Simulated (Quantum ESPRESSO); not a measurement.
# Spin moment and magnetic energy gain of fcc Ni against added charge from −0.6 to +0.6 e per atom, PBE

The members are one metal, fcc nickel, with up to 0.6 electrons per atom taken from or added to a 3d shell that is nearly full when neutral. Its few d holes carry the magnetism, so charge should act on the moment directly.

Our brief is a nickel layer whose magnetisation is switched by charging. The net spin moment must change, up or down, by at least 0.1 μB per atom from that of the neutral cell. The charge may not exceed 0.3 e per atom in either direction. The charged state must keep a magnetic energy gain of at least 25 meV per atom over the state without spin polarisation, as a margin against losing the moment. Among the rows that pass, we take the smallest charge, and at equal charge the larger gain.

## Calculations

One system, Ni (fcc, Fm-3m), 1 atom(s) a primitive cell, from cells typed from measured lattice constants. Quantum ESPRESSO 7.5, plane waves with GBRV 1.5 PBE pseudopotentials, cutoff 544 eV, Fermi-Dirac smearing of 0.05 eV, k meshes whose coarsest spacing along a reciprocal vector is 0.15 1/Å over all runs (2π included). Functional: PBE, no Hubbard U; collinear spins, no spin-orbit coupling. Atoms stay at fixed fractions of the cell and the mesh divisions are held. At each point the moments on Ni are started parallel and without spin polarisation. Runs that did not converge or carry a known fault are not listed. The same in all rows: metal or insulator in the run from the parallel start, judged by its smearing entropy or density of states at the Fermi energy (a gap under a few smearing widths counts as a metal): metal.

Notes on method and selection:

- Each state is what a run reaches from typed starting moments; the parallel order is the only magnetic one started, so the lowest found need not be the ground state. Spin-orbit coupling is left out of these energies, which are free energies at the smearing width. A magnetic atom is one that was given a starting moment.
- Site moments count the spin inside each program's own atomic sphere, so they depend somewhat on its radius and leave out the spin between the spheres.
- Quantum ESPRESSO sets the radius of an element's spheres to about 0.41 of its shortest distance to a neighbour.
- A measured moment is set beside the table only where the run ends ferromagnetic and the measured order is ferromagnetic too.
- Runs that did not converge, have known faults or may not be shown are not listed, and runs on Ansatz's PAW sets soft_1 and soft_2 are kept to separate tables.

Columns:

- added charge (e per magnetic atom): electrons added per magnetic atom (negative: removed), balanced by a uniform background.
- net moment (μB): net spin moment of that run per magnetic atom.
- moment (μB): largest site spin moment reached from the parallel start.
- magnetic energy gain (meV): energy of the run without spin polarisation less that of the parallel start, per magnetic atom (positive: magnetism is favoured).

Input lines of one member:

```
&SYSTEM
  ecutwfc = 40
  ecutrho = 280
  nbnd = 15
  occupations = 'smearing'
  smearing = 'fd'
  degauss = 0.00367493
  nspin = 2
  starting_magnetization(1) = 0.0556
/
&ELECTRONS
  conv_thr = 2d-09
  mixing_beta = 0.3
/
K_POINTS automatic
20 20 20 0 0 0
```

Command (options for logging and memory left out): `pw.x -in pw.in`

## Results

| member | added charge (e per magnetic atom) | net moment (μB) | moment (μB) | magnetic energy gain (meV) | remark |
| --- | --- | --- | --- | --- | --- |
| −0.6 e | −0.60 | 1.178 | 1.244 | 215.4 |  |
| −0.45 e | −0.45 | 1.043 | 1.106 | 172.3 |  |
| −0.3 e | −0.30 | 0.916 | 0.9740 | 131.1 |  |
| −0.15 e | −0.15 | 0.785 | 0.8361 | 92.3 |  |
| +0 e | 0.00 | 0.646 | 0.6886 | 57.1 |  |
| +0.15 e | 0.15 | 0.500 | 0.5321 | 28.8 |  |
| +0.3 e | 0.30 | 0.345 | 0.3668 | 10.2 |  |
| +0.45 e | 0.45 | 0.167 | 0.1773 | 1.0 |  |
| +0.6 e | 0.60 | 0.000 | 8.53×10⁻⁵ | 0.0 | the parallel start ends non-magnetic |

Least-squares fits to the whole series, with x = added charge (e per magnetic atom); R² and errors in the fitted variable (y, or ln y where the fit is in ln y):

| y | members | fit | R² | rms residual | leave-one-out rms | the same for the mean of the others |
| --- | --- | --- | --- | --- | --- | --- |
| moment (μB) | 9 | y = 0.6868 − 1.031 x − 0.1895 x² | 1.00 | 0.0050 | 0.0089 | 0.45 |
| magnetic energy gain (meV) | 9 | y = 57.67 − 186.8 x + 140.1 x² | 1.00 | 3.5 | 7.1 | 84 |

## What drives the series

Each added electron removes about one Bohr magneton. From −0.6 e to neutral the net moment changes by (0.646 − 1.178) / 0.60 = −0.89 μB per electron, and from neutral to +0.45 e by (0.167 − 0.646) / 0.45 = −1.06 μB per electron.

The net moment is the difference between the two spin populations and the charge fixes their sum, so the columns show where the electrons go. Between −0.6 e and neutral, the minority spin takes (0.60 + 0.532) / 2 = 0.566 of the 0.60 electrons and the majority spin only 0.60 − 0.566 = 0.034. This is how a strong ferromagnet behaves: its majority d states are full, and new electrons fill minority d holes. From +0.15 e to +0.45 e the moment falls by 0.500 − 0.167 = 0.333 μB for 0.30 added electrons, more than one Bohr magneton each, so the majority spin loses a little charge there. The likely reason is that the shrinking exchange splitting brings the top of the majority d band up to the Fermi level.

The magnetic energy gain falls faster than the moment. From −0.6 e to neutral the moment drops by a factor of 1.178 / 0.646 = 1.82 and the gain by 215.4 / 57.1 = 3.77. At +0.45 e only 1.0 meV is left, and at +0.6 e the moment is gone. Stoner's condition offers the usual explanation for the loss of the moment: magnetism needs I·N(E_F) > 1, with I the exchange parameter and N(E_F) the density of states per spin in the unpolarised metal. Filling the d band should move the Fermi level off the high d density of states, which would bring the product below one.

The site moment is about 6 % larger than the net moment in every magnetic row, because the spin between the spheres points the other way.

## Exceptions

Largest departures from the fit to the whole series:

| member | moment (μB) | fit | computed − fit | in rms residuals |
| --- | --- | --- | --- | --- |
| +0.45 e | 0.1773 | 0.1845 | −0.00718 | 1.4 |
| −0.6 e | 1.244 | 1.237 | +0.00682 | 1.4 |
| −0.45 e | 1.106 | 1.112 | −0.00638 | 1.3 |
| +0.3 e | 0.3668 | 0.3604 | +0.00636 | 1.3 |

The site moments follow their quadratic fit closely, with a largest departure of 0.007 μB. The energy fit is less useful on the electron-rich side. At +0.3 e it gives 57.67 − 186.8 × 0.3 + 140.1 × 0.3 × 0.3 = 14.2 meV where the run gives 10.2 meV, and at +0.6 e it turns negative, so the rows themselves should be used there.

The member at +0.6 e is a different state: its parallel start loses the moment during the self-consistency cycle and ends in the unpolarised solution. The member at +0.45 e deserves the least trust. Its gain of 1.0 meV is small beside the smearing width of 50 meV, and a narrower smearing or a denser k mesh could shift both its moment and the charge at which magnetism disappears.

## Choosing a member

The charge limit removes the four rows at ±0.45 and ±0.6 e, and the neutral row is the reference. Four candidates remain.

- −0.3 e: the moment rises by 0.916 − 0.646 = 0.270 μB and the gain is 131.1 meV. It passes.
- −0.15 e: the moment rises by 0.785 − 0.646 = 0.139 μB and the gain is 92.3 meV. It passes.
- +0.15 e: the moment falls by 0.646 − 0.500 = 0.146 μB and the gain is 28.8 meV. It passes, with 3.8 meV to spare.
- +0.3 e: the moment falls by 0.646 − 0.345 = 0.301 μB, but the gain of 10.2 meV is too small.

The smallest passing charge is 0.15 e, with either sign, and the larger gain decides for **−0.15 e**. The runner-up is +0.15 e.

In molar units the moment is N_A·μB, about 5.6 A m²/mol for each μB per atom, so the pick gains 0.139 × 5.6 = 0.78 A m²/mol. The charge to be withdrawn is 0.15 × 96.49 = 14.5 kC/mol, with the Faraday constant in kC/mol. If only a surface layer of roughly 2 × 10¹⁵ atoms per cm² is charged, this is about 3 × 10¹⁴ electrons per cm², or 0.5 C/m². That is too much for an ordinary solid gate dielectric and within the range of electrolyte gating.

PBE puts the spin moment of nickel roughly a tenth too high and makes its exchange splitting clearly too large. Reducing the moment change of the pick by a tenth leaves 0.139 × 0.9 = 0.125 μB, still above the target. As a harsh test we also halve the gains: the pick keeps 92.3 / 2 = 46 meV and passes, while the runner-up drops to 28.8 / 2 = 14 meV and fails.

The pick would be overturned if the device needed a lower moment instead of a higher one, or if a charged slab with relaxed atoms gave a surface response below 0.1 μB per atom.

## Closing remarks

Between −0.6 and +0.45 e per atom, at fixed volume, an added electron costs nickel about one Bohr magneton, and the magnetic energy gain shrinks faster than the moment.

We know of no omitted effect larger than the full spread of 1.178 μB, but two are large beside the 0.1 μB target. A metal screens added charge within about one atomic layer, whereas these runs spread it through the bulk. In a film ten layers thick the average change at −0.15 e in the surface layer would be nearer 0.139 / 10 = 0.014 μB per atom. Thermal disorder of the spins also lowers the net magnetisation, and at the Curie temperature it removes all of it, 0.646 μB per atom in the neutral metal.

[Logs are printed without paths, hosts, clocks, repeated set-up lines and the standing remarks that a program may print on its own settings, such as how far it seeks lower states.]
